## How do light and heavy holes combine into one density-of-states mass and one conductivity mass?

At the top of the valence band of GaAs a heavy and a light band touch. Tables quote "the hole mass", but the number in $N_v$ seems to differ from the one in the mobility. Taking $m_h=0.5\,m_0$ and $m_l=0.08\,m_0$, how are the two masses combined, what share of the holes and of the current is light, and does the split-off band matter?

---

## Answer

Carrier densities add, and conductivities add. The first sum weights a band by $m^{3/2}$, the second by $m^{3/2}/m=m^{1/2}$, so the two averages differ:

$$m_d^{3/2}=m_h^{3/2}+m_l^{3/2},\qquad \frac{p_l}{p_h}=\Big(\frac{m_l}{m_h}\Big)^{3/2},\qquad m_c=\frac{m_h^{3/2}+m_l^{3/2}}{m_h^{1/2}+m_l^{1/2}} .$$

The first two are pure statistics. The third also needs equal relaxation times.

### Premises and conventions

1. Hole energy $E$ is counted downward from the band edge $E_v$. A hole has charge $+e$, $m_0$ is the free-electron mass, and all masses are positive.
2. Band $i=h,l$ is isotropic and parabolic, $E=\hbar^2k^2/2m_i$, both start at $E=0$, and each holds two states per $\mathbf k$.
3. In equilibrium both bands share $f_0(E)=[1+e^{(E-\zeta)/k_BT}]^{-1}$, with hole chemical potential $\zeta=E_v-E_F$ and $\eta=\zeta/k_BT$.
4. Transport is linear and semiclassical, with a relaxation time $\tau_i(E)$ in each band.

### Step 1: densities

The number of states per volume inside a sphere of radius $k$ is $2\cdot\frac{4\pi}{3}k^3/(2\pi)^3=k^3/3\pi^2$. With $k=\sqrt{2m_iE}/\hbar$ this is $\mathcal N_i(E)=(2m_iE)^{3/2}/3\pi^2\hbar^3$, and its derivative is the density of states,

$$g_i(E)=\frac{(2m_i)^{3/2}}{2\pi^2\hbar^3}\sqrt E,\qquad \mathcal N_i=\tfrac23\,E\,g_i. \tag{1}$$

Put $x=E/k_BT$ in $p_i=\int_0^\infty g_if_0\,dE$ and use $\Gamma(3/2)=\sqrt\pi/2$:

$$p_i=2\Big(\frac{m_ik_BT}{2\pi\hbar^2}\Big)^{3/2}\mathcal F_{1/2}(\eta),\qquad \mathcal F_{1/2}(\eta)=\frac{2}{\sqrt\pi}\int_0^\infty\frac{\sqrt x\,dx}{1+e^{x-\eta}}. \tag{2}$$

The bands begin at the same energy and share $\zeta$, so the same $\mathcal F_{1/2}(\eta)$ multiplies both. It cancels in the ratio. With $r=m_l/m_h$,

$$\frac{p_l}{p_h}=r^{3/2}. \tag{3}$$

It factors out of the sum $p=p_h+p_l$. Define $m_d$ as the mass of the single twofold band that gives the same $p$ at the same $\eta$ and $T$:

$$p=N_v\mathcal F_{1/2}(\eta),\quad N_v=2\Big(\frac{m_dk_BT}{2\pi\hbar^2}\Big)^{3/2},\quad m_d^{3/2}=m_h^{3/2}+m_l^{3/2}. \tag{4}$$

No Boltzmann approximation was made. Equations (3) and (4) hold at any temperature and degeneracy for which premise 2 holds. Since states add, $m_d>m_h$: it is a sum, and does not lie between the two masses.

### Step 2: conductivity of one band

In a uniform field $\boldsymbol{\mathcal E}$ the steady Boltzmann equation, to first order in the field, reads $(e\boldsymbol{\mathcal E}/\hbar)\cdot\nabla_{\mathbf k}f_0=-\delta f/\tau_i$. With $\mathbf v=\nabla_{\mathbf k}E/\hbar$,

$$\delta f=e\tau_i\,(\boldsymbol{\mathcal E}\cdot\mathbf v)\Big(-\frac{\partial f_0}{\partial E}\Big).$$

The current density is $\mathbf j_i=2e\int\frac{d^3k}{(2\pi)^3}\mathbf v\,\delta f$. The angular average of $v_\alpha v_\beta$ is $\delta_{\alpha\beta}v^2/3$, and $v^2=2E/m_i$, so

$$\sigma_i=\frac{e^2}{m_i}\int_0^\infty\tau_i\;\tfrac23Eg_i\Big(-\frac{\partial f_0}{\partial E}\Big)dE .$$

Integrating $p_i=\int g_if_0\,dE$ by parts gives $p_i=\int\mathcal N_i(-\partial f_0/\partial E)\,dE$, because $\mathcal N_if_0$ vanishes at both limits. By (1) this is the same integral without $\tau_i$. Hence

$$\sigma_i=\frac{p_ie^2\langle\tau_i\rangle}{m_i},\qquad \langle\tau_i\rangle=\frac{\int\tau_i(E)\,E^{3/2}(-\partial f_0/\partial E)\,dE}{\int E^{3/2}(-\partial f_0/\partial E)\,dE}. \tag{5}$$

The weight in this average contains no mass. If $\tau_h(E)=\tau_l(E)$ as functions, the averages are equal whatever the energy dependence and the degeneracy.

### Step 3: the bands in parallel

Both kinds of hole feel the same field and their currents add, so $\sigma=\sigma_h+\sigma_l$. Let $\xi=\langle\tau_l\rangle/\langle\tau_h\rangle$. From (3) and (5),

$$\frac{\sigma_l}{\sigma_h}=\xi\,\frac{p_l}{p_h}\frac{m_h}{m_l}=\xi\,r^{1/2}. \tag{6}$$

For $\xi=1$ define $m_c$ by $\sigma=pe^2\langle\tau\rangle/m_c$. Then

$$\frac1{m_c}=\frac{p_h/m_h+p_l/m_l}{p_h+p_l}\quad\Rightarrow\quad m_c=\frac{m_h^{3/2}+m_l^{3/2}}{m_h^{1/2}+m_l^{1/2}}=m_h\frac{1+r^{3/2}}{1+r^{1/2}}. \tag{7}$$

This is a population-weighted harmonic mean, so $m_l<m_c<m_h<m_d$. The inverse mass is what gets averaged, because each hole contributes a drift velocity $e\tau\mathcal E/m_i$.

### Step 4: when the relaxation times are equal

Equal $\tau$ looks odd, since the bands have very different densities of states. It follows from interband scattering, in one clean case. The spherical Luttinger Hamiltonian for the fourfold edge is

$$H=\frac{\hbar^2k^2}{2m_0}\Big[\gamma_1+\tfrac52\bar\gamma-2\bar\gamma\,(\mathbf J\cdot\hat{\mathbf k})^2\Big],$$

with $\mathbf J$ the dimensionless $J=3/2$ matrices. The eigenvalues $\pm\frac32$ of $\mathbf J\cdot\hat{\mathbf k}$ give $m_0/m_h=\gamma_1-2\bar\gamma$, and $\pm\frac12$ give $m_0/m_l=\gamma_1+2\bar\gamma$. As $(\mathbf J\cdot\hat{\mathbf k})^2$ equals $9/4$ or $1/4$, the projectors are $P_h=\frac12[(\mathbf J\cdot\hat{\mathbf k})^2-\frac14]$ and $P_l=1-P_h$.

Take an elastic scatterer that acts as a scalar on the four edge states, with strength $|V|^2$ (in J² m³) independent of momentum transfer. The hydrostatic part of acoustic deformation-potential scattering is of this kind. The rate from band $i$ to band $j$ carries the overlap $G_{ij}=\frac12\mathrm{Tr}[P_i(\hat{\mathbf k})P_j(\hat{\mathbf k}')]$, summed over the final doublet and averaged over the initial one. Let $\hat{\mathbf k}=\hat{\mathbf z}$ and $\mathbf J\cdot\hat{\mathbf k}'=J_z\cos\theta+J_x\sin\theta$. In the state $J_z=M$ the diagonal element of its square is $M^2\cos^2\theta+\frac12(\frac{15}4-M^2)\sin^2\theta$, since $J_zJ_x+J_xJ_z$ has no diagonal part. For $M=\pm\frac32$ this is $\frac94\cos^2\theta+\frac34\sin^2\theta$, so

$$G_{hh}=\tfrac14(1+3\cos^2\theta),\qquad G_{hl}=1-G_{hh}=\tfrac34\sin^2\theta .$$

The trace is symmetric, so $G_{lh}=G_{hl}$ and $G_{ll}=1-G_{lh}=G_{hh}$. Two facts follow. All overlaps are even in $\cos\theta$, while $\delta f$ is odd in $\mathbf k'$, so the in-scattering term integrates to zero and $1/\tau_i$ is the total out-scattering rate. And all overlaps average to $\frac12$ over the sphere, because $\langle\cos^2\theta\rangle=\frac13$. With $g_j/2$ wave vectors per energy and volume, the golden rule gives

$$\frac1{\tau_h}=\frac1{\tau_l}=\frac{2\pi}{\hbar}|V|^2\cdot\frac12\cdot\frac{g_h+g_l}{2}. \tag{8}$$

Both kinds of hole scatter into the same pool of final states. A fraction $1/(1+r^{3/2})$ of all events ends in the heavy band, whichever band it began in.

Other mechanisms give other $\xi$. A weakly screened charged impurity has $|V_q|^2\propto q^{-4}$ and favours forward scattering, where $G_{hl}$ vanishes. Keeping intraband events only, $1/\tau_i\propto g_i\,k^{-4}\propto m_i^{-1/2}$ at fixed $E$, up to a screening logarithm that also depends on $m_i$, so $\xi\approx r^{1/2}$. If instead one wrongly treated the bands as isolated under the scalar scatterer, $1/\tau_i\propto g_i$ would give $\xi=r^{-3/2}$.

### Step 5: the split-off band

Add a parabolic twofold band $E=\Delta+\hbar^2k^2/2m_{so}$. Shifting the integration variable by $\Delta$ in (2) replaces $\eta$ by $\eta-\Delta/k_BT$, so this band enters with relative weight

$$w=\frac{\mathcal F_{1/2}(\eta-\Delta/k_BT)}{\mathcal F_{1/2}(\eta)}\;\longrightarrow\;e^{-\Delta/k_BT}\quad(e^{\eta}\ll1).$$

The limit follows from $\mathcal F_{1/2}(\eta)=e^\eta(1-2^{-3/2}e^\eta+\dots)$. Repeating steps 1 and 3,

$$m_d^{3/2}=m_h^{3/2}+m_l^{3/2}+w\,m_{so}^{3/2},\qquad m_c=\frac{m_h^{3/2}+m_l^{3/2}+w\,m_{so}^{3/2}}{m_h^{1/2}+m_l^{1/2}+w\,m_{so}^{1/2}}. \tag{9}$$

The weight appears in both the numerator and the denominator of $m_c$, and both masses now depend on $T$. The exponential form is restricted to non-degenerate statistics, unlike (3), (4) and (7). The second of (9) needs $\langle\tau_{so}\rangle=\langle\tau\rangle$, which equality of the functions $\tau_i(E)$ no longer secures, because split-off holes sample $\tau$ above $E=\Delta$.

### Range of validity

The sizes below use compiled 0 K values for GaAs (Vurgaftman 2001): $\gamma_1=6.98$, $\gamma_2=2.06$, $\gamma_3=2.93$, $\Delta=0.341$ eV. They are applied unchanged at 300 K, where $k_BT=25.85$ meV.

**Warping.** The cubic Luttinger bands are $E=(\hbar^2k^2/2m_0)\,a_\mp(\hat{\mathbf k})$ with

$$a_\mp=\gamma_1\mp2\sqrt{\gamma_2^2+3(\gamma_3^2-\gamma_2^2)s},\qquad s=\hat k_x^2\hat k_y^2+\hat k_y^2\hat k_z^2+\hat k_z^2\hat k_x^2,$$

upper sign heavy. The heavy mass $m_0/a_-$ runs from $0.35\,m_0$ along [001] ($s=0$) to $0.89\,m_0$ along [111] ($s=\frac13$), and the light one from $0.090\,m_0$ to $0.078\,m_0$. The usual spherical average $\bar\gamma=(2\gamma_2+3\gamma_3)/5=2.582$ gives $0.55\,m_0$ and $0.082\,m_0$.

A warped band has two masses of its own. Along each direction $k\propto(E/a)^{1/2}$, so the enclosed volume gives $(m_{d,i}/m_0)^{3/2}=\langle a^{-3/2}\rangle$, averaged over the sphere. The velocity has a radial and a tangential part, $v^2=(\hbar k/m_0)^2\,[a^2+\frac14|\nabla_\Omega a|^2]$, with $\nabla_\Omega$ the gradient on the unit sphere. In the conductivity integral $k^4dk\propto a^{-5/2}E^{3/2}dE$, and cubic symmetry keeps the factor $\frac13$. For $\tau$ independent of direction,

$$\frac{m_0}{m_{c,i}}=\frac{\langle a^{-1/2}+\frac14a^{-5/2}|\nabla_\Omega a|^2\rangle}{\langle a^{-3/2}\rangle},$$

which reduces to $a$ for constant $a$. Numerical integration gives $m_{d,h}=0.61\,m_0$ and $m_{c,h}=0.48\,m_0$, while both light masses are $0.082\,m_0$. Equations (3) and (4) survive with $m_{d,i}$. In (7) the first form survives, with $p_i\propto m_{d,i}^{3/2}$ and $m_{c,i}$ in the denominators. The closed form with one mass per band does not.

**Non-parabolicity.** The light band mixes with the split-off band. In the spherical six-band model, with $\epsilon=\hbar^2k^2/2m_0$, the $p$-like orbital along $\mathbf k$ has energy $(\gamma_1+4\bar\gamma)\epsilon$ and the transverse ones $(\gamma_1-2\bar\gamma)\epsilon$. The heavy state is purely transverse. The light state has amplitudes $(\sqrt{2/3},\sqrt{1/3})$ on (longitudinal, transverse) and the split-off state $(\sqrt{1/3},-\sqrt{2/3})$, which gives

$$\begin{pmatrix}(\gamma_1+2\bar\gamma)\epsilon&2\sqrt2\,\bar\gamma\epsilon\\2\sqrt2\,\bar\gamma\epsilon&\Delta+\gamma_1\epsilon\end{pmatrix}.$$

So $m_{so}=m_0/\gamma_1$ at this level, and the lower root is $E=(\gamma_1+2\bar\gamma)\epsilon-8\bar\gamma^2\epsilon^2/\Delta+\dots$ To this order $E(1+\alpha E)=\hbar^2k^2/2m_l$ with

$$\alpha=\frac{8\bar\gamma^2}{(\gamma_1+2\bar\gamma)^2\Delta}=1.06\ \text{eV}^{-1}.$$

Then $\mathcal N_l\propto k^3\propto E^{3/2}(1+\frac32\alpha E)$, and $v^2g_l\propto k^2\,dE/dk\propto k^3/(1+2\alpha E)\propto E^{3/2}(1-\frac12\alpha E)$. The mean of $E$ under the weight $E^{3/2}e^{-E/k_BT}$ is $\frac52k_BT$. At fixed $\eta$ and constant $\tau$, $p_l$ therefore rises by $\frac{15}4\alpha k_BT\approx10\,\%$ and $\sigma_l$ falls by $\frac54\alpha k_BT\approx3\,\%$ at 300 K, to first order. Coupling to the conduction band adds a term of the same sign with $\alpha$ of order $1/E_g$. For the compiled gap of 1.42 eV at 300 K (Wing 2021) that is of order $7\,\%$ more in $p_l$. The condition for premise 2 is $\alpha\max(k_BT,\zeta)\ll1$. At $p=10^{26}$ m⁻³ the zero-temperature value $\zeta=\hbar^2(3\pi^2p)^{2/3}/2m_d$, with $m_d=0.52\,m_0$ from below, is 0.15 eV, so $\alpha\zeta=0.16$ and (3) is only rough.

**Scattering.** Equation (8) needs a scalar, short-range, elastic scatterer. Shear deformation potentials act as matrices on the four states. The polar optical phonon is long-range and inelastic: the compiled LO frequency of 293 cm⁻¹ (Han 2011) is 36.3 meV, or $1.4\,k_BT$ at 300 K, so a relaxation time is itself an approximation there. Equation (7) is then a convention that moves the unknown $\xi$ into an effective $\tau$.

**Degeneracy at the edge.** Anisotropic strain or confinement splits the two bands and also changes their masses, so a Boltzmann factor attached to the bulk masses is not enough. A small $\Delta$ spoils the scheme too. For silicon, with a typical $\Delta\approx0.044$ eV, $e^{-\Delta/k_BT}=0.18$ at 300 K. The third term of (9) then counts, but $\alpha\propto1/\Delta$ grows with it, and parabolic bands no longer suffice.

### Numbers for p-GaAs at 300 K

The inputs $m_h=0.5\,m_0$ and $m_l=0.08\,m_0$ are round illustrative values, so the results are the model's. Here $r=0.16$, $r^{1/2}=0.4$ and $r^{3/2}=0.064$.

- Populations: $p_l/p_h=0.064$, so $p_l/p=0.064/1.064=6.0\,\%$.
- Density-of-states mass: $m_d=0.5\,(1.064)^{2/3}m_0=0.52\,m_0$, and $N_v=9.4\times10^{24}$ m⁻³.
- Conductivity mass: $m_c=0.5\,(1.064/1.4)\,m_0=0.38\,m_0$.
- Current: $\sigma_l/\sigma_h=0.4$, a light share of $0.4/1.4=29\,\%$.

Using $m_d$ in the mobility would lower it by the factor $m_d/m_c=1.37$. The population-weighted arithmetic mean, $0.47\,m_0$, is also the wrong average.

Take $p=10^{22}$ m⁻³. Then $\eta\simeq\ln(p/N_v)=-6.85$, the gas is non-degenerate, and $E_F$ lies 0.18 eV above $E_v$. Assume $\langle\tau\rangle=80$ fs, chosen so that the total mobility is of the size typical for lightly doped p-GaAs at room temperature, roughly 0.04 m²/(V s). The total is thus an input in disguise, and only the split between the bands is computed:

| | density (m⁻³) | $\mu=e\langle\tau\rangle/m$ (m²/V s) | $\sigma$ (S/m) |
|---|---|---|---|
| heavy | $9.4\times10^{21}$ | 0.028 | 42 |
| light | $6.0\times10^{20}$ | 0.176 | 17 |
| total | $1.0\times10^{22}$ | 0.037 | 59 |

For the split-off band, $\Delta/k_BT=13.2$ and $w=1.9\times10^{-6}$. With $m_{so}=m_0/\gamma_1=0.143\,m_0$ it holds a fraction $w(m_{so}/m_h)^{3/2}/1.064=2.7\times10^{-7}$ of the holes and, for equal $\tau$, carries $w(m_{so}/m_h)^{1/2}/1.4=7.1\times10^{-7}$ of the current. Its indirect effect is far larger, since the $10\,\%$ rise of $p_l$ from mixing is $0.6\,\%$ of $p$.

Two things limit the accuracy of the main results. The first is warping. With the compiled Luttinger parameters the angular averages give $m_d=0.63\,m_0$, hence an $N_v$ larger than the model's by a factor 1.33, together with $p_l/p_h=0.05$, $m_c=0.39\,m_0$ and a light share of the current of $22\,\%$. The single value $0.5\,m_0$ is close to the heavy band's conductivity mass and below its density-of-states mass on those parameters. The second is $\xi$. By (6) the light share is $14\,\%$ for $\xi=r^{1/2}$ and $29\,\%$ for $\xi=1$, and the isolated-band estimate $\xi=r^{-3/2}$ would give $86\,\%$. Two figures are the most that any of these numbers supports. What is stable across the physically motivated cases is that about one hole in twenty is light, that these holes carry a much larger share of the current than of the charge, and that thermal occupation of the split-off band is negligible in GaAs at 300 K.